**ZrGeSe: forecasting the bands at M and A from four other zone corners**

The table holds Kohn-Sham energies of five neighbouring bands of ZrGeSe (P4/nmm, unrelaxed cell) at six zone corners, from plane-wave PAW r2SCAN with spin-orbit coupling. Using Gamma, X, Z and R only, the program forecasts M and A from symmetry-enforced fourfold degeneracy, a lowest-harmonic model of the four-band mean (with a common-slope and a flat-face alternative) and a rough Ge square-net argument for band v3. The degeneracy is confirmed at both points, and v3 falls inside its bar of 0.8 eV, about 0.6 eV deeper than forecast. The quartet is inside the bar at A (+1.46 against +1.10 ± 0.6 eV) but far outside at M (+2.57 against +1.21 ± 0.6 eV). The forecast that A and M differ by less than 0.5 eV holds for v3 and fails for the quartet, which drops by 1.11 eV.

Kohn-Sham bands of ZrGeSe in its unrelaxed P4/nmm cell, computed with Ansatz 0.2.0 using r2SCAN with spin-orbit coupling, plane waves and generated PAW datasets. The cutoff is 500 eV and the k-mesh 8×8×4, with Fermi-Dirac smearing of width 0.1 eV. Band v1 is the highest band filled at some mesh point; v2 and v3 lie below it, c1 and c2 above.

## Numerical check

```python
# Table: Kohn-Sham band energies (eV from the Fermi level) of ZrGeSe, P4/nmm, at zone corners;
# Ansatz 0.2.0, plane-wave PAW, r2SCAN with spin-orbit coupling, unrelaxed cell.
# Tested: forecasts for M and A from symmetry sticking, a lowest-harmonic model of the
# four-band mean, and a rough Ge square-net argument for v3.
T = {
    'point': ['Gamma', 'X', 'M', 'Z', 'R', 'A'],
    'k': ['0 0 0', '0 0.5 0', '0.5 0.5 0', '0 0 0.5', '0 0.5 0.5', '0.5 0.5 0.5'],
    'v3': [-1.14, -0.64, -2.4, -1.84, -0.38, -2.42],  # eV from the Fermi level
    'v2': [-0.35, 0.62, 2.57, 0.05, 0.79, 1.46],  # eV from the Fermi level
    'v1': [-0.35, 0.62, 2.57, 0.05, 0.79, 1.46],  # eV from the Fermi level
    'c1': [0.41, 0.62, 2.57, 0.9, 0.79, 1.46],  # eV from the Fermi level
    'c2': [0.41, 0.62, 2.57, 0.9, 0.79, 1.46],  # eV from the Fermi level
    'c1_v1': [0.76, 0.0, 0.0, 0.85, 0.0, 0.0],  # eV
}
HELD = [2, 5]  # rows withheld from the fit
import numpy as np
from scipy import constants as C
P = T['point']; n = len(P)
K = np.array([[float(x) for x in (k.replace(',', ' ').split() if isinstance(k, str) else k)] for k in T['k']])
known = [i for i in range(n) if i not in HELD]
ix = {p: i for i, p in enumerate(P)}
Q = ['v2', 'v1', 'c1', 'c2']
mean = lambda i: float(np.mean([T[q][i] for q in Q]))
spread = lambda i: max(T[q][i] for q in Q) - min(T[q][i] for q in Q)
sep = lambda i: T['v2'][i] - T['v3'][i]
occ = lambda e: 1/(np.exp(e/0.1) + 1)
G, X, Z, R = ix['Gamma'], ix['X'], ix['Z'], ix['R']
print('valence electrons per cell:', 2*(4+4+6), '= 4 x', 2*(4+4+6)//4, '; rounding of entries 0.005 eV')
print('known rows (eV): mean and spread of v2..c2, v2-v3, occupation of v1')
for i in known:
    print(f'  {P[i]:5s} mean {mean(i):+.3f} spread {spread(i):.2f} v2-v3 {sep(i):.2f} occ {occ(T["v1"][i]):.2f}')
print(f'mean, in-plane step: Gamma-X {mean(X)-mean(G):+.3f}, Z-R {mean(R)-mean(Z):+.3f} eV')
print(f'kz shift Gamma-Z: v3 {T["v3"][Z]-T["v3"][G]:+.2f}, v1 {T["v1"][Z]-T["v1"][G]:+.2f}, c1 {T["c1"][Z]-T["c1"][G]:+.2f} eV')
print(f'kz shift X-R: v3 {T["v3"][R]-T["v3"][X]:+.2f}, quartet {mean(R)-mean(X):+.2f} eV')
assert spread(X) < 0.011 and spread(R) < 0.011
assert all(abs(T['v2'][i]-T['v1'][i]) < 0.011 and abs(T['c1'][i]-T['c2'][i]) < 0.011 for i in known)
assert T['v1'][G] < 0 < T['v1'][X]
assert all(T['v3'][i] < 0 for i in known)
# Ge square net; cell edge from the same run; Harrison factors are rough recalled values
d = 3.7442/np.sqrt(2); u = C.hbar**2/C.m_e/C.e*1e20/d**2
Vs, Vp = 2.2*u, -0.63*u
print(f'Ge net: d {d:.3f} A; rough in-plane p levels about the p energy (order of size only)')
for i in (G, X, ix['M']):
    qx, qy = np.pi*(K[i, 0]+K[i, 1]), np.pi*(K[i, 0]-K[i, 1])
    w = max(abs(2*Vs*np.cos(qx)+2*Vp*np.cos(qy)), abs(2*Vs*np.cos(qy)+2*Vp*np.cos(qx)))
    print(f'  {P[i]:5s} +/- {w:.0f} eV')
c = np.cos(2*np.pi*K); s = c[:, 0] + c[:, 1]
y = np.array([mean(i) for i in known])
B4 = np.c_[np.ones(n), s, c[:, 2], s*c[:, 2]]; B3 = B4[:, :3]
p4 = np.linalg.lstsq(B4[known], y, rcond=None)[0]; p3 = np.linalg.lstsq(B3[known], y, rcond=None)[0]
print('harmonic per kz plane, 4 constants on 4 rows (eV):', ' '.join(f'{v:+.3f}' for v in p4))
print('common slope, 3 constants (eV):', ' '.join(f'{v:+.3f}' for v in p3), f'; largest residual {np.abs(B3[known]@p3-y).max():.3f}')
bq = round(max(abs(mean(X)-mean(G)), abs(mean(R)-mean(Z))), 1)
v3f = min(T['v3'][i] for i in known); b3 = 0.8   # deepest known v3; bar is a judgement
bs = float(np.hypot(bq, b3)); smax = max(sep(i) for i in known)
def show(lab, f, b, v):
    print(f'  {lab:9s} forecast {f:+.2f} +/- {b:.2f}, computed {v:+.2f}, miss {v-f:+.2f} eV, ' + ('inside' if abs(v-f) <= b+1e-9 else 'outside'))
for i in HELD:
    top = K[i, 2] > 0.25; z0, e0 = (Z, R) if top else (G, X)
    f = float(B4[i]@p4)
    print(f'{P[i]}:')
    show('c1-v1', abs(T['c1_v1'][z0]*np.cos(np.pi*K[i, 0])*np.cos(np.pi*K[i, 1])), 0.01, T['c1_v1'][i])
    show('spread', 0.0, 0.01, spread(i))
    show('mean', f, bq, mean(i))
    print(f'  other models of the mean: common slope {B3[i]@p3:+.2f} (miss {mean(i)-B3[i]@p3:+.2f}), flat face {mean(e0):+.2f} (miss {mean(i)-mean(e0):+.2f}) eV')
    show('v3', v3f, b3, T['v3'][i])
    show('v2-v3', f-v3f, bs, sep(i))
    print(f'  v3 less v3 at {P[e0]}: {T["v3"][i]-T["v3"][e0]:+.2f} eV; v2-v3 less largest known ({smax:.2f}): {sep(i)-smax:+.2f} eV')
m, a = ix['M'], ix['A']
print(f'A less M (forecast: size below 0.5 eV): mean {mean(a)-mean(m):+.2f}, v3 {T["v3"][a]-T["v3"][m]:+.2f} eV')
print(f'computed in-plane step of the mean: X-M {mean(m)-mean(X):+.2f}, R-A {mean(a)-mean(R):+.2f} eV')
print(f'implied cos*cos term of the mean: kz=0 {(mean(m)-B4[m]@p4)/4:+.2f}, kz=1/2 {(mean(a)-B4[a]@p4)/4:+.2f} eV')
```

Running it gives:

```
valence electrons per cell: 28 = 4 x 7 ; rounding of entries 0.005 eV
known rows (eV): mean and spread of v2..c2, v2-v3, occupation of v1
  Gamma mean +0.030 spread 0.76 v2-v3 0.79 occ 0.97
  X     mean +0.620 spread 0.00 v2-v3 1.26 occ 0.00
  Z     mean +0.475 spread 0.85 v2-v3 1.89 occ 0.38
  R     mean +0.790 spread 0.00 v2-v3 1.17 occ 0.00
mean, in-plane step: Gamma-X +0.590, Z-R +0.315 eV
kz shift Gamma-Z: v3 -0.70, v1 +0.40, c1 +0.49 eV
kz shift X-R: v3 +0.26, quartet +0.17 eV
Ge net: d 2.648 A; rough in-plane p levels about the p energy (order of size only)
  Gamma +/- 3 eV
  X     +/- 0 eV
  M     +/- 6 eV
harmonic per kz plane, 4 constants on 4 rows (eV): +0.705 -0.226 -0.085 -0.069
common slope, 3 constants (eV): +0.705 -0.226 -0.154 ; largest residual 0.069
M:
  c1-v1     forecast +0.00 +/- 0.01, computed +0.00, miss -0.00 eV, inside
  spread    forecast +0.00 +/- 0.01, computed +0.00, miss +0.00 eV, inside
  mean      forecast +1.21 +/- 0.60, computed +2.57, miss +1.36 eV, outside
  other models of the mean: common slope +1.00 (miss +1.57), flat face +0.62 (miss +1.95) eV
  v3        forecast -1.84 +/- 0.80, computed -2.40, miss -0.56 eV, inside
  v2-v3     forecast +3.05 +/- 1.00, computed +4.97, miss +1.92 eV, outside
  v3 less v3 at X: -1.76 eV; v2-v3 less largest known (1.89): +3.08 eV
A:
  c1-v1     forecast +0.00 +/- 0.01, computed +0.00, miss -0.00 eV, inside
  spread    forecast +0.00 +/- 0.01, computed +0.00, miss +0.00 eV, inside
  mean      forecast +1.10 +/- 0.60, computed +1.46, miss +0.35 eV, inside
  other models of the mean: common slope +1.31 (miss +0.15), flat face +0.79 (miss +0.67) eV
  v3        forecast -1.84 +/- 0.80, computed -2.42, miss -0.58 eV, inside
  v2-v3     forecast +2.95 +/- 1.00, computed +3.88, miss +0.93 eV, inside
  v3 less v3 at R: -2.04 eV; v2-v3 less largest known (1.89): +1.99 eV
A less M (forecast: size below 0.5 eV): mean -1.11, v3 -0.02 eV
computed in-plane step of the mean: X-M +1.95, R-A +0.67 eV
implied cos*cos term of the mean: kz=0 +0.34, kz=1/2 +0.09 eV
```
